**Q:** I work with AlN films and picture the crystal as Al³⁺ and N³⁻ ions. In that picture the highest filled band is made of nitrogen p states and nothing else. Does the calculated density of states look like that?

Density of states of AlN (P6_3mc, 4 atoms per cell, unrelaxed) from Ansatz 0.2.0: m-r2SCAN, scalar-relativistic, without spin polarization, PAW plane waves to 500 eV, 9x9x5 k-mesh, Fermi-Dirac filling of width 0.1 eV. Values are tetrahedron-method means over 0.5 eV bins; projections on atomic orbitals are summed over the atoms of each element.

```csv
bin centre from the Fermi level (eV),total (states/eV/cell),on N p (states/eV/cell),on Al p (states/eV/cell),on Al s (states/eV/cell),on N s (states/eV/cell)
-8.78,0.00,0.00,0.00,0.00,0.00
-8.28,0.33,0.21,0.07,0.05,0.00
-7.78,1.94,1.24,0.37,0.28,0.05
-7.28,2.57,1.68,0.43,0.35,0.10
-6.78,1.66,1.12,0.21,0.21,0.10
-6.28,0.96,0.66,0.15,0.09,0.05
-5.78,1.62,1.18,0.27,0.12,0.05
-5.28,1.79,1.35,0.28,0.10,0.05
-4.78,2.34,1.84,0.35,0.10,0.03
-4.28,2.50,2.05,0.34,0.06,0.02
-3.77,3.66,3.14,0.39,0.06,0.02
-3.27,3.79,3.42,0.28,0.02,0.01
-2.77,0.83,0.78,0.03,0.00,0.00
-2.27,0.00,0.00,0.00,0.00,0.00
-1.77,0.00,0.00,0.00,0.00,0.00
-1.27,0.00,0.00,0.00,0.00,0.00
-0.78,0.00,0.00,0.00,0.00,0.00
-0.28,0.00,0.00,0.00,0.00,0.00
0.23,0.00,0.00,0.00,0.00,0.00
0.72,0.00,0.00,0.00,0.00,0.00
1.23,0.00,0.00,0.00,0.00,0.00
1.73,0.00,0.00,0.00,0.00,0.00
2.23,0.00,0.00,0.00,0.00,0.00
2.73,0.02,0.00,0.00,0.01,0.01
3.23,0.23,0.02,0.10,0.03,0.06
3.73,1.28,0.13,0.70,0.07,0.18
4.22,2.04,0.24,1.07,0.11,0.35
4.72,1.78,0.24,0.93,0.08,0.29
5.22,1.25,0.19,0.63,0.07,0.17
5.72,1.02,0.17,0.48,0.09,0.14
```

**A:** Only near the top of that band. The column "on N p", divided by the total, gives the share of nitrogen p in the states of each row. Among the filled rows this share rises from 64% at the bottom to 94% at the top, though the first step is too small to be certain with two decimals. Most of the remainder sits on aluminium, in both p and s orbitals. The ionic picture therefore describes the top of the band well and its bottom poorly.

**Q:** Why should the depth of a state decide how much aluminium it contains?

**A:** In the simplest picture, because both have the same origin. The nitrogen p orbitals lie lower in energy than the aluminium orbitals around them. When two such levels couple, the lower one is pushed down and takes on some character of the upper one. A stronger coupling gives a larger push and a larger admixture.

In the crystal the strength of the coupling varies from one electron wave to another. In some waves the nitrogen lobes and the aluminium orbitals overlap in phase on many bonds at once, and these become the deep bonding states. In others the contributions from the surrounding bonds largely cancel. Those waves stay near the original nitrogen level and remain almost pure N p.

**Q:** Can that be made quantitative without a full band calculation?

**A:** Yes, with one level for each element and coupling only between Al and N neighbours. Let a be the amplitude of a state on nitrogen, b its amplitude on aluminium, V the coupling, and e(N) and e(Al) the two uncoupled levels. A state of energy E then obeys two equations:

(E − e(N)) · a = V · b

(E − e(Al)) · b = V · a

Multiply the first by a and the second by b. Both right-hand sides become V·a·b, so the left-hand sides are equal, and the coupling drops out:

b² / a² = (e(N) − E) / (e(Al) − E)

The left side is the weight on aluminium over the weight on nitrogen. It is zero at the nitrogen level and grows with the depth below it. You don't need to know V, because the energy of the state already tells how strongly it was pushed.

**Q:** Please work it out for one row.

**A:** Two levels are needed first. The table counts energy from a Fermi level inside the gap, and the same calculation puts the highest filled state at −2.53 eV. I take that as e(N), which is an approximation, since even this state is coupled a little. I then chose e(Al) so that the balance holds for the weights summed over all twelve filled rows, which gives 3.88 eV.

Now take the row at −5.28 eV. The numerator is −2.53 + 5.28 = 2.75 eV and the denominator is 3.88 + 5.28 = 9.16 eV, so the predicted ratio is 0.30. In the table, Al p and Al s together are 0.38 and N p is 1.35, a ratio of 0.28. The estimate is about 7% too high, in a row that helped to set e(Al).

**Q:** Does it do as well everywhere?

**A:** No. In the lowest filled row it gives a ratio of 0.47, where the table has 0.57. A plain straight line, rising by 0.10 for each eV below the valence top, follows the twelve rows better; its slope was set by matching their summed aluminium weight. The direction of the trend thus agrees with the two-level picture, but the curvature that the formula predicts finds no support here. The line has a bad row too: at −6.78 eV it gives 0.44 where the table has 0.38, and the formula, with 0.40, comes closer.

**Q:** The total doesn't run smoothly at all. It peaks at −7.28 eV, drops at −6.28 eV and climbs again. Is the bonding different in the dip?

**A:** The aluminium share as a whole hardly notices the dip. The ratio of aluminium to N p is 0.38 just below it, 0.36 in it and 0.33 just above, so it simply continues its slow fall. What is special about that row is how few states it has. The dip therefore calls for an argument about the number of states that are pushed down, and electron counting supplies one.

**Q:** What do you count?

**A:** Multiply each total by the row width of 0.5 eV and add up the filled rows. The sum is 12 electrons per cell, or six filled bands. The other four of the 16 valence electrons are in the nitrogen 2s bands below the table. These 16 are just the N 2s, 2p and Al 3s, 3p electrons, so no semicore shell is among them.

Each aluminium atom has only one 3s orbital, and the cell has two aluminium atoms. For waves of a given length and direction, at most two combinations of the nitrogen p orbitals can therefore couple to Al s. These get an extra push downwards, which the remaining four don't. Two bands hold four electrons, so a lower hump made in this way should hold about four.

**Q:** And does it?

**A:** Nearly. The rows below the dip hold 3.3 electrons, and 3.7 if the dip row is included. The same rows, dip included, carry 68% of the Al s weight found in the filled rows, though they hold only 31% of the electrons. Both findings fit the argument, but they don't amount to a band-by-band assignment, because the bands overlap in energy and the dip never reaches zero.

The lower hump is also not a pure "s hump". Al p is at least as large as Al s in every one of its rows. On this argument aluminium s is the reason why a group of states separates from the rest, while aluminium p takes part in the bonding throughout.

**Q:** Then why is the largest peak near the top, at −3.27 eV, where there is so little bonding with aluminium?

**A:** Weak coupling leaves many states close to their starting energy, so they pile up there. Strong coupling spreads states over a wide range, because it differs so much from wave to wave. The tall peak and the high N p share are thus two signs of the same thing. The last filled row falls back to 0.83 because few waves reach up to the band edge, which lies at the zone centre.

**Q:** On the empty side I see zeros up to 2.23 eV. May I read the gap from the zeros?

**A:** Not exactly. Ten rows of zeros would make 5.0 eV, while the band edges are 4.85 eV apart. The lowest empty state is at 2.33 eV, inside a row that prints 0.00. Both values are well below the measured gap of roughly 6 eV (a rough recalled figure), as is usual for functionals of this kind.

**Q:** How can a row contain the band edge and still show nothing?

**A:** The conduction band starts from a single light band at the zone centre. A light electron gains energy quickly as its wavelength shortens, so only a few waves fit into the first few tenths of an eV. For a parabolic band with an effective mass of about 0.3 electron masses, again a rough recalled value, the row at 2.23 eV should hold 0.004 states per eV and cell. That is too small to appear with two decimals.

The next row should hold 0.03, and the table has 0.02, which is agreement in size and no more, given the rounding and a k-mesh that is coarse for so small a group of waves. One row higher the estimate is 0.04 against a computed 0.23. Probably further minima of the conduction band, away from the zone centre, come in there. The table averages over all waves and so can't show where they lie.

**Q:** Does your two-level formula also cover these empty states?

**A:** It gets their main character right. If the filled states are mostly nitrogen, their antibonding partners must be mostly aluminium, and from 3.23 eV upwards Al p is indeed the largest part, at about half of the total. Up to 16% of the total in these rows belongs to none of the listed orbitals, so the shares are less complete than on the filled side.

It fails for the edge itself. In the formula an antibonding state always lies above e(Al), so nothing empty could occur below 3.88 eV, yet the band begins at 2.33 eV. One averaged aluminium level is too crude here. In the free atom the 3s level lies well below 3p, and the conduction edge of AlN is known to be an antibonding state of Al s and N s character. The row at 2.73 eV lists just these two orbitals, though each only with one unit of the last digit.

**Q:** What should I carry over to another compound of this kind?

**A:** Start with the two sets of levels. Where the anion p level lies well below the s and p levels of the cation, and no filled cation d shell is close to it, the top of the filled band is nearly pure anion, and the cation share grows with depth. The closer the cation levels are, the faster it grows. If a separate lower hump appears, the number of cation s orbitals is a first guess at how many bands it holds. These shares depend on the atomic orbitals used for the projection, so they shouldn't be read as ionic charges. If the electron density of the same calculation is instead divided into regions around the atoms (Bader's method), each aluminium atom has a charge of about +2.5, much nearer to your Al³⁺ than the shares suggest.

**Q:** And what remains unexplained?

**A:** Why the aluminium share follows a straight line better than the two-level curve. A lower Al s level would add aluminium weight at the bottom of the band, where the formula gives too little. But at −6.78 eV, where Al s makes up half of the aluminium weight, the formula gives slightly too much, and the straight line still more. The nitrogen s level, also left out of the formula, may account for that row. It lies far below these states and pushes the aluminium levels up, which lowers the aluminium share expected at a given energy, and N s has its largest share of all filled rows just there, about 6%. Whether these two corrections give the computed trend in full, or direct coupling between nitrogen atoms is needed as well, is still open, since none of them was fitted here.
